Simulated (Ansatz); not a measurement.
## BiRh: energy above lowest point against volume scale

All results are calculated (Ansatz 0.2.0). Free energy against uniform scaling of the volume at fixed shape and fractions; periodic cell, basis, potentials, k mesh and filling as listed.

The cell before it is scaled or strained (space group P6_3/mmc, No. 194):
```
BiRh
1.0
      4.0940     0.0000     0.0000
     -2.0470     3.5455     0.0000
      0.0000     0.0000     5.6630
Bi Rh
2 2
Direct
  0.33333 0.66667 0.25000
  0.66667 0.33333 0.75000
  0.00000 0.00000 0.00000
  0.00000 0.00000 0.50000
```

Settings of every row: functional PBEsol; dispersion none; potentials PAW; wave cutoff 571.44 eV; density cutoff 2285.8 eV; k mesh 7x7x4; k shift 0x0x0; occupations cold; smearing width 0.05 eV; spin none.

Limits: coarse k mesh, up to 40 meV an atom off; no spin-orbit coupling, which can matter with elements this heavy.

| row | volume scale | V (Å³/atom) | energy above lowest point (meV/atom) |
| --- | --- | --- | --- |
| 1 | 0.88 | 18.084 | ? |
| 2 | 0.92 | 18.906 | 68.5 |
| 3 | 0.96 | 19.728 | 16.6 |
| 4 | 1 | 20.55 | 0 |
| 5 | 1.04 | 21.372 | 11 |
| 6 | 1.08 | 22.194 | 42.4 |
| 7 | 1.12 | 23.016 | 90 |

Question: what energy above lowest point should row 1 give?

Worked fit of energy above lowest point. Take u = (V_r/V)^(2/3) − 1 with V_r = 20.961 Å³ an atom, which is twice the finite (Eulerian) strain; such expansions in the strain, on which the Birch-Murnaghan equation of state is built, carry the rest volume and the bulk modulus. The shown rows have u = 0.07121, 0.04124, 0.01329, -0.01286, -0.03739, -0.06045. Least squares give energy above lowest point = 2.52 − 421.89 × u + 17865.1 × u² + 15058 × u³ meV/atom; a parabola predicts inner rows, each left out in turn, worse (root mean square 1.4 against 0.19 meV/atom). The rows lie off it by 0.0, 0.0, -0.1, 0.1, -0.1, 0.0. Its lowest point lies at u = 0.0116, or V = 20.6 Å³ an atom, and the curvature there gives the bulk modulus at fixed shape and fractions, B = (4/9)(1 + u)² E″(u)/V = 130 GPa. Letting shape and atoms relax would as a rule lower it, by much in layered, chain or molecular crystals. The withheld row has u = 0.10343, so the fit gives 2.52 − 421.89 × (0.10343) + 17865.1 × (0.10343)² + 15058 × (0.10343)³ = 166.7 meV/atom.

The calculation gave 165.7 meV/atom. The fit lies 1.0 meV/atom (0.6 % of the column's range) above it; its largest miss of a shown row is 0.1 meV/atom. This row lies beyond the range of the fit.
